**Slopes of the 1s level and total energy with α² in group 14 cations**

The table holds the 1s orbital energy and the slopes q = d(energy)/dx, x = (α/α0)² − 1, of the 1s level and the total energy for C⁺ to Pb⁺, from Dirac-Coulomb Hartree-Fock with configuration average and Fermi nucleus, without Breit or QED terms. The program compares q(1s) with the point-nucleus Dirac slope, bare, with one fitted screening constant, and scaled by the computed orbital energy without a fit. The fitted constant misses by 7 to 11%, while the parameter-free form holds within 2.3% from Si⁺ to Pb⁺ and misses C⁺ by 11.5%. It splits q(total)/q(1s), 3.23 to 4.15, into the 1s pair, the other orbitals and the change of electron repulsion. A Hellmann-Feynman and virial identity reproduces q(total) within rounding except in Pb⁺, where the uneven step in x explains 26 of 35 eV. Breit and QED energies of the same runs fall from 16.6% and 10.1% of |q(total)| in C⁺ to 1.4% and 1.0% in Pb⁺.

The singly charged group 14 ions were computed with B-spline radial code 1 using Dirac-Coulomb Hartree-Fock at the basis-set limit, with nl-shell averaging, a Fermi nucleus (skin thickness 2.3 fm) and no Breit or QED terms. Each q is the slope of the orbital or total energy in x = (α/α0)² − 1, taken from runs with the speed of light scaled by 0.98 and 1.02.

## The fit in Python

```python
# Table: 1s1/2 eigenvalue and slopes q = d(energy)/dx, x = (alpha/alpha0)^2 - 1, of group 14 cations;
# B-spline radial code, Dirac-Coulomb Hartree-Fock, nl average, Fermi nucleus, no Breit or QED.
# Tested: Dirac 1s slope (bare, screened, scaled by eps), split of q(total), virial identity, step bias.
T = {
    'ion': ['C+', 'Si+', 'Ge+', 'Sn+', 'Pb+'],
    'Z': [6, 14, 32, 50, 82],
    'N': [5, 13, 31, 49, 81],
    'configuration': ['[He] 2s2 2p1', '[Ne] 3s2 3p1', '[Ar] 3d10 4s2 4p1', '[Kr] 4d10 5s2 5p1', '[Xe] 4f14 5d10 6s2 6p1'],
    'e_1s12': [-323.907, -1887.24, -11194.8, -29378.0, -88605.0],  # eV
    'q_1s12': [-0.1394, -4.944, -162.9, -1113, -11160],  # eV
    'q_total': [-0.4496, -17.16, -618.9, -4461, -46360],  # eV
}
import numpy as np
from scipy.constants import alpha, physical_constants as pc
from scipy.optimize import brentq, minimize_scalar
H = pc['Hartree energy in eV'][0]; a0 = pc['Bohr radius'][0]*1e15; mc2 = H/alpha**2
ion = T['ion']; Z, e, q, Q = (np.array(T[k], float) for k in ('Z', 'e_1s12', 'q_1s12', 'q_total'))
# further outputs of the same runs (hartree, fm, 1/bohr^3); p: c x 0.98, m: c x 1.02
E0 = np.array([-37.30873, -289.2003, -2097.218, -6175.896, -20913.48])
Ep = np.array([-37.30941, -289.2263, -2098.157, -6182.675, -20984.38])
Em = np.array([-37.30809, -289.1758, -2096.336, -6169.548, -20847.97])
K0 = np.array([37.34176, 290.4609, 2142.679, 6503.45, 24309.14])
Vp = np.array([10.28879, 107.5055, 815.4155, 2303.298, 7682.354])
Vm = np.array([10.28838, 107.4881, 814.9521, 2300.218, 7657.461])
rp = np.array([130.4503, 1904.131, 31570.27, 189320.3, 2678230.])
rm = np.array([130.2881, 1892.861, 30732.81, 178042.9, 2282052.])
R = np.array([2.4702, 3.1224, 4.0742, 4.6519, 5.5012])/a0
Br = np.array([0.002796915-4.943341e-5-2.9e-8, 0.05873879-0.003943845-3.251e-5, 1.047892-0.09755821-0.0038236, 4.927091-0.5032513-0.0428782, 27.69478-2.93633-0.563128])
QE = np.array([0.001745836-7.637734e-5+2.6e-8, 0.03813923-0.002357337+4.32e-6, 0.7015561-0.06707384+0.00060826, 3.339108-0.4350157+0.0089875, 20.97307-4.452128+0.204921])
u = lambda v, n: 0.5*10.0**(np.floor(np.log10(abs(v)))-n+1)  # half unit of last digit
g = lambda z, x=0.0: np.sqrt(1-(z*alpha)**2*(1+x))
qD = lambda z, x=0.0: -mc2*(1-g(z, x))**2/(2*g(z, x)*(1+x)**2)
xp, xm = 0.98**-2-1, 1.02**-2-1; dx = xp-xm
print(f"steps in x: {xp:+.5f}, {xm:+.5f}; q(1s) Pb+/C+ {q[-1]/q[0]:.3g}, q(total) Pb+/C+ {Q[-1]/Q[0]:.3g}")
s = minimize_scalar(lambda t: np.sum(np.log(qD(Z-t)/q)**2), bounds=(0, 3), method='bounded').x
ea, eb = 100*(qD(Z-s)/q-1), 100*(e*(1-g(Z))/(2*g(Z))/q-1)
print(f"1s: (a) Dirac slope at Z-sigma, fitted sigma {s:.2f}; (b) eps*(1-gamma)/(2 gamma), no fit")
print("ion (Za)^2 1/gamma q/eps% bare_q(eV) q/bare row_sigma err_a% err_b% rounding%")
for i, n in enumerate(ion):
    si = brentq(lambda t: qD(Z[i]-t)-q[i], 0, 4)
    print(f"{n} {(Z[i]*alpha)**2:.4f} {1/g(Z[i]):.3f} {100*q[i]/e[i]:.3f} {qD(Z[i]):.5g} {q[i]/qD(Z[i]):.3f} {si:.2f} {ea[i]:+.1f} {eb[i]:+.1f} {100*u(q[i], 4)/abs(q[i]):.3f}")
print(f"worst: (a) {ion[np.argmax(abs(ea))]} {max(abs(ea)):.1f}%, (b) {ion[np.argmax(abs(eb))]} {max(abs(eb)):.1f}%")
ex = lambda y: np.diff(np.log(abs(y)))/np.diff(np.log(Z))
print("local exponent in Z: q(1s) = bare Dirac + remainder; q(total)")
for i in range(4):
    print(f"{ion[i]}-{ion[i+1]} {ex(q)[i]:.2f} = {ex(qD(Z))[i]:.2f} + {ex(q)[i]-ex(qD(Z))[i]:.2f}; {ex(Q)[i]:.2f}")
sumSi = -(2*(69.35492+6.539317+4.624887+0.8405458)+4*4.599734+(0.5863709+2*0.5849828)/3)  # Si+ run
print(f"Si+: sum of n*eps {sumSi:.4f}, E + Vee {E0[1]+107.4965:.4f} hartree")
dV = (Vp-Vm)/dx*H; rest = Q+dV-2*q
print("ion dVee/dx(eV) +-round others(eV) | q_tot/q_1s = 2 + others + repulsion | q_tot/bare")
for i, n in enumerate(ion):
    print(f"{n} {dV[i]:.4g} {2*u(Vp[i], 7)/dx*H:.1g} {rest[i]:.3g} | {Q[i]/q[i]:.2f} = 2 + {rest[i]/q[i]:.2f} + {-dV[i]/q[i]:.2f} | {Q[i]/qD(Z[i]):.2f}")
sh = np.cumsum([sum((2*k if k == n else 4*k)*4*(n/k-0.75)/n**4 for k in range(1, n+1)) for n in (1, 2, 3)])
print(f"bare leading-order shell sums / one 1s: K {sh[0]:.2f}, K+L {sh[1]:.2f}, K+L+M {sh[2]:.2f}")
rho = np.exp((xp*np.log(rm)-xm*np.log(rp))/dx); Dh = 2*np.pi/3*Z*rho*R**2*H
v = -(E0+K0)/2*H; vir = v-Dh
print("ion -(E+T)/2 -D/2 sum table-sum (eV) +-round; table-sum %")
for i, n in enumerate(ion):
    print(f"{n} {v[i]:.6g} {-Dh[i]:.3g} {vir[i]:.6g} {Q[i]-vir[i]:+.2g} {u(Q[i], 4)+u(K0[i], 7)*H:.1g}; {100*(Q[i]/vir[i]-1):+.3f}")
print("step effect on q(total), eV (lighter ions: curvature lost in rounding)")
for i in (3, 4):
    sp, sm = (Ep[i]-E0[i])/xp*H, (Em[i]-E0[i])/xm*H; c2 = 2*(sp-sm)/dx; sec = (Ep[i]-Em[i])/dx*H
    b = c2*(xp+xm)/2; cD = (qD(Z[i], 1e-4)-qD(Z[i], -1e-4))/2e-4/qD(Z[i])
    print(f"{ion[i]} one-sided {sp:.5g}, {sm:.5g}; secant {sec:.6g}; bias {b:.2g}; secant-bias-sum {sec-b-vir[i]:+.2g}")
    print(f"{ion[i]} dln|q|/dx: total {c2/sec:.2f}, bare Dirac 1s {cD:.2f}")
print("ion Breit(eV) Breit/|q_tot|% QED(eV) QED/|q_tot|%")
for i, n in enumerate(ion):
    print(f"{n} {Br[i]*H:.4g} {100*Br[i]*H/abs(Q[i]):.1f} {QE[i]*H:.4g} {100*QE[i]*H/abs(Q[i]):.1f}")
print(f"Si+ 1s Breit shift 1.125 eV = {100*1.125036/abs(q[1]):.0f}% of |q(1s)|")  # from the Si+ run
for i, eo, x in ((2, -411.6496, xp), (3, -1078.037, xm)):  # 1s energies in the orbital lists
    print(f"{ion[i]} listed 1s minus table {eo*H-e[i]:+.1f} eV; q*x at x={x:+.4f}: {q[i]*x:+.1f} eV")
assert np.all(q < 0) and np.all(Q < 2*q)
assert np.all((ex(q) > 4) & (ex(q) < 5))
assert np.all(np.diff(q/qD(Z)) > 0) and np.all(q/qD(Z) < 1)
assert np.all(dV > 0) and np.all(abs(Q/vir-1) < 2e-3)
```

Running it gives:

```
steps in x: +0.04123, -0.03883; q(1s) Pb+/C+ 8.01e+04, q(total) Pb+/C+ 1.03e+05
1s: (a) Dirac slope at Z-sigma, fitted sigma 0.83; (b) eps*(1-gamma)/(2 gamma), no fit
ion (Za)^2 1/gamma q/eps% bare_q(eV) q/bare row_sigma err_a% err_b% rounding%
C+ 0.0019 1.001 0.043 -0.2352 0.593 0.73 -7.2 +11.5 0.036
Si+ 0.0104 1.005 0.262 -7.0316 0.703 1.17 +11.2 +0.4 0.010
Ge+ 0.0545 1.028 1.455 -200.84 0.811 1.59 +10.6 -2.3 0.031
Sn+ 0.1331 1.074 3.789 -1304.3 0.853 1.81 +9.0 -2.3 0.045
Pb+ 0.3581 1.248 12.595 -12602 0.886 1.96 +7.3 -1.5 0.045
worst: (a) Si+ 11.2%, (b) C+ 11.5%
local exponent in Z: q(1s) = bare Dirac + remainder; q(total)
C+-Si+ 4.21 = 4.01 + 0.20; 4.30
Si+-Ge+ 4.23 = 4.05 + 0.17; 4.34
Ge+-Sn+ 4.31 = 4.19 + 0.11; 4.43
Sn+-Pb+ 4.66 = 4.59 + 0.07; 4.73
Si+: sum of n*eps -181.7037, E + Vee -181.7038 hartree
ion dVee/dx(eV) +-round others(eV) | q_tot/q_1s = 2 + others + repulsion | q_tot/bare
C+ 0.1393 0.003 -0.0315 | 3.23 = 2 + 0.23 + 1.00 | 1.91
Si+ 5.914 0.03 -1.36 | 3.47 = 2 + 0.27 + 1.20 | 2.44
Ge+ 157.5 0.03 -136 | 3.80 = 2 + 0.83 + 0.97 | 3.08
Sn+ 1047 0.3 -1.19e+03 | 4.01 = 2 + 1.07 + 0.94 | 3.42
Pb+ 8460 0.3 -1.56e+04 | 4.15 = 2 + 1.40 + 0.76 | 3.68
bare leading-order shell sums / one 1s: K 2.00, K+L 3.50, K+L+M 4.31
ion -(E+T)/2 -D/2 sum table-sum (eV) +-round; table-sum %
C+ -0.449396 -9.71e-05 -0.449493 -0.00011 0.0002; +0.024
Si+ -17.1513 -0.00527 -17.1566 -0.0034 0.006; +0.020
Ge+ -618.528 -0.337 -618.865 -0.035 0.06; +0.006
Sn+ -4456.6 -4.04 -4460.64 -0.36 0.5; +0.008
Pb+ -46200.3 -125 -46324.9 -35 5; +0.076
step effect on q(total), eV (lighter ions: curvature lost in rounding)
Sn+ one-sided -4473.8, -4448.4; secant -4461.48; bias -0.76; secant-bias-sum -0.079
Sn+ dln|q|/dx: total 0.14, bare Dirac 1s 0.15
Pb+ one-sided -46790, -45907; secant -46361.7; bias -26; secant-bias-sum -10
Pb+ dln|q|/dx: total 0.48, bare Dirac 1s 0.53
ion Breit(eV) Breit/|q_tot|% QED(eV) QED/|q_tot|%
C+ 0.07476 16.6 0.04543 10.1
Si+ 1.49 8.7 0.9738 5.7
Ge+ 25.76 4.2 17.28 2.8
Sn+ 119.2 2.7 79.27 1.8
Pb+ 658.4 1.4 455.1 1.0
Si+ 1s Breit shift 1.125 eV = 23% of |q(1s)|
Ge+ listed 1s minus table -6.8 eV; q*x at x=+0.0412: -6.7 eV
Sn+ listed 1s minus table +43.1 eV; q*x at x=-0.0388: +43.2 eV
```
